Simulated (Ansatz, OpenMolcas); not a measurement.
## C2H4GaN (SMILES N=C=[CH][GaH2]): the electronic atomisation energy, rung by rung

The species is C2H4GaN (8 atoms), meant as a singlet with charge 0. As SMILES, `N=C=[CH][GaH2]`. The coordinates come from a PBE0-D4/def2-TZVP relaxation.

Each level gives the electronic atomisation energy (eV). The values are calculated. Electronic energies at fixed atoms, without zero-point motion or spin-orbit coupling.

```csv
level,kind,program,value (eV),CPU time (all runs)
SVWN5/def2-SVP,LDA,OpenMolcas,34.78,52 s
BLYP/def2-SVP,GGA,OpenMolcas,29.68,67 s
revPBE/def2-SVP,GGA,Ansatz,29.59,9.8 s
M06-L/def2-SVP,meta-GGA,OpenMolcas,30.19,1.7 min
B3LYP/def2-SVP,global hybrid,OpenMolcas,29.61,69 s
B2PLYP/def2-SVP,double hybrid,Ansatz,29.25,16 s
RPA@PBE/def2-SVP,RPA,Ansatz,27.00,21 s
CCSD/def2-SVP,coupled cluster or CI,Ansatz,27.50,26 s
```

All-electron rows without a relativistic Hamiltonian named are non-relativistic. Correlated wave functions underbind in double-zeta sets. The values span 27.00 to 34.78 eV. In the correlated wave-function rows the outer d shell of Ga is correlated, in sets not made for it. CPU times are rough (shared hosts, several kinds of processor and program).

The local density approximation stands apart at 34.78 eV, while the gradient-corrected, meta-GGA and hybrid values lie close together, between 29.25 and 30.19 eV. This is the familiar LDA overbinding: gradient corrections to exchange stabilise the separated atoms, with their strongly inhomogeneous densities, more than the molecule, and so lower the atomisation energy. The cumulated C=C and C=N bonds make the molecule a demanding case, because forming several electron pairs between the same few atoms changes the correlation energy strongly.

Climbing the ladder brings no steady descent, since M06-L lies above both GGAs, and B3LYP almost coincides with BLYP. RPA and CCSD give the weakest binding, probably in part because RPA describes short-range correlation poorly and CCSD omits connected triple excitations. The narrow spread among the functionals beyond LDA therefore shows consistency rather than accuracy, and CCSD cannot serve here as the benchmark that ranks them. Nor does a large atomisation energy show that this ketenimine is favoured over its nitrile tautomer, gallylacetonitrile.
